**Question for this page.** Ga₂N₂ is computed as a triplet and as a quintet, and the distance between the two depends on how much exact exchange replaces PBE exchange. Can the results at 10% and above tell us what the gap is at 5% and in plain PBE, at 0%?

Spin gap (quintet minus triplet) of neutral Ga₂N₂, computed with Ansatz 0.2.0 using unrestricted PBE/def2-TZVP, with the listed share of PBE exchange replaced by exact exchange and no dispersion correction. Each state is taken at its own PBE-D4/def2-SVP geometry.

```csv
exact exchange (%),spin gap (kJ/mol)
0,?
5,?
10,274.40
15,271.30
25,264.90
35,258.10
50,247.30
```

The spin gap is the energy of the quintet minus that of the triplet, so a positive value means that the triplet lies lower. From 10 to 50% exact exchange it shrinks by 27 kJ/mol, about a tenth of its value at 10%. The order of the two computed states therefore does not change over this range, while the size of the gap depends noticeably on the functional.

**What is being compared.** In both structures a nearly intact N₂ molecule sits on a Ga₂ unit, but it is attached differently, so the gap contains a change of binding as well as a change of spin. The structures come from short searches, so either state may have a lower one, and the different attachment need not be an effect of the spin. The Ga–Ga distance is 2.69 Å in the triplet and 2.35 Å in the quintet. A possible reading is that the quintet lifts an electron from an antibonding 4s combination of Ga₂ into a bonding 4p one, which would shorten the bond and cost much energy. The triplet's levels fit the high cost: at 10% exact exchange its highest electron pair lies between −7 and −8 eV, well below the two unpaired electrons near −4 eV. Where the lifted electron ends up in the quintet is not shown, and the different seat of N₂ may also play a part, so the reading as a whole remains a guess.

**First limit: orbitals that do not respond.** Let $a$ be the share of exact exchange as a fraction, and $D$ the exact exchange energy minus the PBE exchange energy for a given set of orbitals $\Phi$. Each state then has the energy

$$E(a)=\min_{\Phi}\left\{E_{\mathrm{PBE}}[\Phi]+a\,D[\Phi]\right\}.$$

If the orbitals stayed frozen, $D$ would be a constant and $E$ a straight line in $a$. The gap would be a straight line too, with a slope equal to $D$ of the quintet minus $D$ of the triplet.

The slope keeps this meaning when the orbitals do respond, because at a minimum a small change of the orbitals does not alter the energy to first order. Between 10 and 15% the gap falls by 0.62 kJ/mol per percentage point. Scaled to a full replacement of PBE exchange, this means that the swap favours the quintet by 62 kJ/mol over the triplet.

The sign is the usual one. PBE exchange imitates part of the correlation between paired electrons in a bond, and exact exchange does not, so the swap tends to penalise the state with more pairs. The quintet has one pair fewer than the triplet. If the reading above is right, however, the pair it loses is an antibonding one, and the argument carries over less directly. It makes the sign plausible but does not prove the cause. How much of the slope comes from this, and how much from the different binding of N₂, the gaps alone cannot separate.

**Second limit: orbitals that respond a little.** Take the orbitals that are best at one share and use them, frozen, at another. The energy follows a straight line, and re-optimising the orbitals can only lower it. Each state's energy therefore bends downwards from that line. For a small change of $a$ the orbitals shift in proportion to it and the energy gained grows as its square, which makes the curve a parabola.

The gap is a difference of two such curves, so theory alone does not say which way it bends. The known rows do: the slope steepens at every step, reaching −0.72 kJ/mol per point between 35 and 50%. Within this picture, the quintet's energy bends more strongly than the triplet's. Read in the other direction, towards plain PBE, the gap should go on rising, but ever more gently.

**An estimate by hand.** On a parabola, the average slope over an interval is the slope at its midpoint. The slope changes by −0.10 between the midpoints 12.5% and 42.5%, which is −0.0033 for each point. At 5%, the midpoint between 0 and 10%, it should thus be milder than −0.62 by 7.5 × 0.0033, or 0.025. Ten points back from the gap at 10% this gives

$$274.4+10\times0.595\approx280.35\ \text{kJ/mol}.$$

A parabola fitted to the five known rows gives nearly the same value, and the forecasts are taken from it:

- at 5% exact exchange, 277.4 ± 0.4 kJ/mol;
- at 0%, 280.3 ± 0.6 kJ/mol, with the triplet still lower.

Each bar is about half the distance between this parabola and a straight line fitted to the same rows. It is a judgement, not a statistical limit, and it holds only if both states keep their character. The notes supplied with the data warn that an occupied level may lie above an empty one of the other spin, but the records of these runs carry no such warning. At 35 and 50% the quintet shows no such inversion: its highest occupied level lies below its lowest empty one. The triplet is not affected either, since its occupied levels all lie below its empty ones. What remains possible is an inversion in the quintet at smaller shares, the side towards which the forecast runs. An electron could then drop to a lower level by flipping its spin. That would lead towards a triplet, which lies lower anyway, so an inversion alone would not put the quintet in doubt. It remains open whether each state is the lowest of its own spin. A lower quintet solution would pull the gap down, and a lower triplet solution would push it up.

The withheld rows as computed:

```csv
exact exchange (%),spin gap (kJ/mol)
0,280.20
5,277.40
```

**Comparison.** Both values fall within their bars. At 5% the parabola agrees with the computed gap to the digit shown, and at 0% it is too high by 0.1 kJ/mol. That is one unit in the last digit the gaps effectively carry, so it needs no explanation.

The straight line is too high in both rows, by 0.7 kJ/mol at 5% and by 1.3 kJ/mol at 0%. It had to average over slopes that are steeper at large shares, and it carried that average into a region where the gap changes more slowly. The gap rises by 5.8 kJ/mol from 10 down to 0%, against 6.4 kJ/mol from 25 down to 15%. The bend seen in the known rows thus continues to plain PBE. The output below sets the two fits side by side.

**What the hit is worth.** The two new rows lie on the same smooth curve as the others, which is what two states that keep their character would give. A smooth curve does not show that either state is the lowest of its spin, nor that the triplet is the ground state, since no singlet enters the comparison. The sweep also measures how sensitive the gap is to exact exchange, not which share is right, and spin–orbit coupling, which is left out, could shift all the gaps.

For a similar pair of states the reasoning runs in the same order. The state with fewer electron pairs usually gains from exact exchange, which suggests the sign of the slope. Which state's orbitals respond more decides the bend, and that has to be read from at least three shares: two points fix a line and hide the curvature.

Numerical output:

```
fit of spin_gap on 5 rows: constant 280.3 +/- 0.033, coefficient of exact_exchange -0.5734 +/- 0.0026, coefficient of exact_exchange**2 -0.001734 +/- 4.3e-05; rms 0.0101, worst 25 -0.0156, leave-one-out rms 0.0315
  rows outside the fit (model, value, miss): 0 280.3, 280.2, 0.103; 5 277.4, 277.4, -0.00749
fit of spin_gap on 5 rows: constant 281.5 +/- 0.36, coefficient of exact_exchange -0.6772 +/- 0.012; rms 0.291, worst 25 -0.346, leave-one-out rms 0.636
  rows outside the fit (model, value, miss): 0 281.5, 280.2, 1.28; 5 278.1, 277.4, 0.698
slope of the gap from 10 to 15% (kJ/mol per %): -0.62
slope of the gap from 15 to 25% (kJ/mol per %): -0.64
slope of the gap from 25 to 35% (kJ/mol per %): -0.68
slope of the gap from 35 to 50% (kJ/mol per %): -0.72
quintet less triplet in exact minus PBE exchange, from the 10 to 15% slope (kJ/mol): -62
the same from the 35 to 50% slope (kJ/mol): -72
change of the gap from 10 to 50% (kJ/mol): -27.1
that change as a share of the gap at 10% (%): -9.876
half the distance between line and parabola at 5% (kJ/mol): 0.3528
half the distance between line and parabola at 0% (kJ/mol): 0.5906
gap at 5% if the 10 to 15% slope simply continued (kJ/mol): 277.5
gap at 0% if the 10 to 15% slope simply continued (kJ/mol): 280.6
computed slope from 5 to 10% (kJ/mol per %): -0.6
computed slope from 0 to 5% (kJ/mol per %): -0.56
Ga-Ga distance in the triplet (angstrom): 2.691
Ga-Ga distance in the quintet (angstrom): 2.348
N-N distance in the triplet (angstrom): 1.135
N-N distance in the quintet (angstrom): 1.145
```
